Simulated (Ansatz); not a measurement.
# A series in volume scale on Pd

All results are calculated (Ansatz 0.2.0). Periodic Kohn-Sham DFT of a crystal at fixed atoms, scaled to volume_scale times the given cell; pressure positive in compression, energy less spherical unpolarised free atoms, largest_vzz the field gradient of largest size among the nuclei.

The cell before it is scaled or strained (space group Fm-3m, No. 225):
```
CELL_PARAMETERS angstrom
0.00000 1.94490 1.94490
1.94490 0.00000 1.94490
1.94490 1.94490 0.00000
ATOMIC_POSITIONS crystal
Pd 0.00000 0.00000 0.00000
```

Settings of every row: method frozen-core PAW; functional PBEsol; relativity scalar; k mesh 18x18x18; filling fermi-dirac; smearing width 0.05 eV; wave cutoff 420 eV; paw set soft_2.

Atom start moment: 0 on all atoms.

Limits: PAW files made with PBE.

```
row  volume scale  V (Å³/atom)  pressure (GPa)
  1          0.94       13.831          11.896
  2          0.96       14.125           6.573
  3          0.98       14.419               ?
  4          0.99       14.567          -0.226
  5             1       14.714          -2.212
  6          1.01       14.861          -4.073
  7          1.02       15.008          -5.815
  8          1.04       15.302          -8.972
  9          1.06       15.597         -11.733
```

Question: what pressure should row 3 give?

Worked fit of pressure. Take u = (V_r/V)^(2/3) − 1 with V_r = 14.788 Å³ an atom, which is twice the finite (Eulerian) strain; such expansions in the strain, on which the Birch-Murnaghan equation of state is built, carry the rest volume and the bulk modulus. The shown rows have u = 0.04561, 0.03105, 0.01009, 0.00335, -0.00328, -0.0098, -0.02252, -0.03489. Least squares give pressure = −3.1651 + 280.439 × u + 1037.86 × u² + 1153 × u³ GPa; a parabola predicts inner rows, each left out in turn, worse (root mean square 0.019 against 0.0059 GPa). The rows lie off it by 0.002, -0.005, 0.003, 0.002, 0.001, 0.000, -0.005, 0.002 (root mean square 0.003 GPa), a smooth pattern that one more power would take up: the form is only approximate. The pressure vanishes at u = 0.0108, or V = 14.55 Å³ an atom, and there the bulk modulus at fixed shape and fractions is B = −V dP/dV = (2/3)(1 + u) dP/du = 204 GPa. The withheld row has u = 0.01699, so the fit gives −3.1651 + 280.439 × (0.01699) + 1037.86 × (0.01699)² + 1153 × (0.01699)³ = 1.905 GPa.

The calculation gave 1.895 GPa. The fit lies 0.010 GPa (0.042 % of the column's range) above it; its largest miss of a shown row is 0.005 GPa.
